# Indium antimonide: what a closed gap hides

InSb is used in infrared detectors because a small energy lifts an electron across its band gap. The rows below compute that gap on one and the same crystal cell. Five of them also give the volume per atom that the method itself prefers, and the bulk modulus, which is the pressure needed per relative loss of volume.

InSb (space group F-43m) by DFT, tight-binding and semi-empirical methods, without spin polarization or spin-orbit coupling. Gaps are single points on the r2SCAN-relaxed cell, volumes come from each method's relaxation or energy curve, and bulk moduli hold the cell shape fixed. The k meshes range from 4×4×4 to 6×6×6; rows with 64 atoms use a periodic cluster of cells.

```csv
name,kind,band gap (eV),volume per atom (Å³),bulk modulus (GPa),atoms computed
PBE coarse-settings,low cutoff and mesh,0.000,n/a,n/a,2
PBE,semilocal,0.000,36.55,36.80,2
PBE sz-orbitals,small basis,0.000,n/a,n/a,2
PM7,semi-empirical,3.884,31.36,87.90,64
GFN2-xTB tblite,tight binding,0.000,n/a,n/a,64
PM6,semi-empirical,6.081,n/a,n/a,64
PBE SZV,small basis,0.000,37.25,39.90,2
r2SCAN,semilocal,0.014,35.27,42.10,2
PBE DZVP,small basis,0.000,36.99,37.20,2
```

## 1. Which methods find a gap, and how large is it?

The gaps fall into three groups. All five PBE rows and GFN2-xTB give zero, r2SCAN gives 0.014 eV, and the semi-empirical methods PM7 and PM6 give 3.9 and 6.1 eV. The measured gap is roughly 0.2 eV, a recalled value, so each method lands either far below it or far above it.

Six equal zeros look like strong agreement. Whether they are depends on what kind of zero this is.

## 2. Does zero mean that PBE turns InSb into an ordinary metal?

No, the bands touch at a single point. The place to look is Γ, where the electron wave has the same phase in every cell. In a normal semiconductor of this structure, the top of the filled bands at Γ is a threefold p-like level. It has room for six electrons and holds six, and a single s-like level lies empty above it.

Suppose now that a method places the s-like level too low, beneath the p-like one. It then takes two electrons, and four are left in the six p-like states. The highest filled and the lowest empty state now belong to one level, which the symmetry of the crystal holds together. The gap is exactly zero, however far the s-like level has sunk.

The plane-wave PBE run lets us count those electrons. Its occupations are smeared over a width of 0.02 eV, and the Fermi energy lies 6.943937 − 6.930074 = 0.01386 eV above the touching level. The filled fraction is therefore

$$f=\frac{1}{1+e^{-0.01386/0.02}}=\frac{2}{3}.$$

The number of states follows from the size of the entropy term that comes with the smearing, 0.0003536 eV per cell. A state that is two thirds full adds 0.0127 eV, and Γ is one of 216 points in the 6×6×6 mesh. If Γ alone is partly filled, the level has 0.0003536 × 216 / 0.0127 ≈ 6 states, and two thirds of six is four electrons. The coarse 4×4×4 mesh, in which Γ weighs 1/64, gives six states as well.

So the numbers show a threefold level that is one electron pair short. That the pair sits in an s-like level below is the standard account of this failure of PBE. It also answers the doubt left by the first question: a zero fixed by symmetry hides how wrong the level order is, so several equal zeros are weak evidence of accuracy. The filling was counted only for the two plane-wave runs. GFN2-xTB is fitted to molecules and has a minimal basis, so it may reach its zero in another way.

## 3. Is r2SCAN, with its small but finite gap, nearly right?

It is further off than it looks, because these calculations leave out spin-orbit coupling. That coupling splits the p-like level by roughly 0.8 eV in InSb and lifts its upper part by a third of this, about 0.27 eV. A gap of 0.014 eV would not survive such a rise, and the bands would touch again.

The fair target for a calculation without spin-orbit coupling is therefore the measured gap plus that rise. With 0.24 eV for the gap at low temperature, this makes about 0.5 eV. r2SCAN misses nearly all of it.

Part of the miss comes from the cell. The s-like level is antibonding, so it sinks when the bonds grow longer, and the r2SCAN cell has about 4 % more volume than the measured crystal. The gap shrinks by roughly 0.07 eV for each percent of added volume, a recalled value, so this is worth about a quarter of an electronvolt, or half of the miss. A method that overexpands the crystal thus closes the gap a second time, through the geometry.

For a detector, the gap sets the longest wavelength that can be seen, about 5 µm for the measured value. At room temperature the thermal energy is about 0.026 eV, more than the whole r2SCAN gap, so a device model built on that gap would be flooded with carriers. PM7 would put the response in the ultraviolet. None of these gaps should enter a device model.

## 4. Why do PM7 and PM6 err so far in the other direction?

Their gaps are differences of Hartree-Fock-type orbital energies. In that picture an added electron meets all the others as a rigid charge cloud. In the real crystal the cloud moves aside and screens the newcomer, which lowers the cost of adding it. InSb is easily polarized, so leaving out this response costs a great deal.

Against the fair target of about 0.5 eV, the PM7 gap is about eight times too large and the PM6 gap about twelve times. Both methods share the cell and the kind of orbital energy, yet they differ by more than 2 eV. The way each method is built and fitted therefore matters as well as the absent screening.

## 5. Why is r2SCAN stiffer than PBE?

The r2SCAN crystal is 3.5 % smaller in volume and 14 % stiffer. The simplest reason would be density: squeezed atoms resist further squeezing more strongly. This can be tested by asking how stiff the PBE crystal would be if it were pressed to the r2SCAN volume.

For moderate pressures $P$, the bulk modulus $B$ grows linearly with the pressure, $B=B_0+B'P$. Here $B_0$ is the modulus at the volume at rest $V_0$, and $B'$ is a pure number, roughly 4.7 for InSb as a recalled value. Together with the definition $B=-V\,dP/dV$ this gives

$$B=B_0\left(\frac{V_0}{V}\right)^{B'},\qquad P=\frac{B-B_0}{B'}.$$

For PBE, $V_0/V$ = 36.55/35.27 = 1.036. Raised to the power 4.7 this is 1.18, which lifts the modulus from 36.8 to 43.5 GPa. The r2SCAN value is 42.1 GPa, some 3 % below the estimate, and a $B'$ of 4 would give 42.4 GPa. The smaller volume is thus enough to account for the extra stiffness.

The same step predicts the pressure that PBE should report on the r2SCAN cell: (43.5 − 36.8)/4.7 ≈ 1.43 GPa. The run itself gives 1.45 GPa. This shows that PBE's volume, modulus and pressure belong to one energy curve; it doesn't show that the curve is right.

PM7 continues the trend. Its crystal is 14 % smaller than that of PBE, and the formula raises the modulus to about 76 GPa, against 87.9 GPa in the table. So large a compression strains the assumption of a constant $B'$, and PM7 is a different kind of method, so density may account for much of the stiffness but isn't shown to. The lesson for a similar crystal is to compare volumes first when two methods disagree about stiffness.

## 6. What changes if the settings are made coarse?

The gap doesn't change at all, which is just what makes it a poor test. Symmetry keeps it at zero as long as the s-like level stays below the p-like one. Someone who checks only the gap would conclude that the cheap settings are good enough.

The pressure tells another story. On the same cell it rises from 1.45 to 2.91 GPa, twice as much. The formula of the previous question turns this into a volume: if the modulus at rest is still 36.8 GPa, a relaxation that starts at 35.27 Å³ per atom and follows this pressure would come to rest near 37.7 Å³. This is a rough estimate. A larger crystal is likely to be softer and would then expand further, and at a low cutoff the reported pressure needn't match the slope of the energy curve.

That is about 3 % above the properly relaxed PBE volume, nearly as large as the whole difference between PBE and r2SCAN. Careless settings can therefore pass for a change of functional. The plane-wave cutoff and the mesh were both lowered in this run, so the error belongs to the pair. A convergence test should watch a quantity that is free to move, such as the pressure.

## 7. Which digits can carry an argument?

The rows PBE and PBE DZVP use the same functional with different basis functions, and other settings such as the mesh may differ too. Their volumes differ by 1.2 % and their moduli by 0.4 GPa. Differences of that size shouldn't be explained, and the decimals of the moduli mean little. The nearly equal moduli flatter the agreement, though. The DZVP crystal is the larger one, and the formula of question 5 would give it 34.8 GPa, so its 37.2 GPa lies 7 % above that. The step from PBE to r2SCAN, 3.5 % in volume and 14 % in modulus, is still larger than this spread.

The smaller basis SZV is a different matter. Compared with DZVP its crystal is slightly larger, yet 7 % stiffer, against the rule that the denser crystal is the stiffer one. A possible reason, not tested here, is that so few orbitals can't reshape themselves as the bonds are squeezed, which would make squeezing cost too much energy. Whatever the cause, the rule from question 5 can fail when two runs differ in their basis.

Against the measured crystal, with recalled values of roughly 34 Å³ per atom and 47 GPa, the errors are much larger than the last digits suggest. PBE is about 7.5 % too large in volume and 22 % too soft, r2SCAN about 4 % too large and 10 % too soft. PM7 errs the other way, with a volume 8 % too small and a modulus nearly twice the measured one. The measured values include thermal motion, which expands and softens the crystal a little, so it doesn't excuse PBE or r2SCAN.

For growing InSb on a substrate, the length of the cell edge matters, and its relative error is about a third of the error in volume. That still leaves r2SCAN more than 1 % too long and PBE more than 2 %. Mismatches of that size already strain a film noticeably, so the measured lattice constant is the one to use for lattice matching.
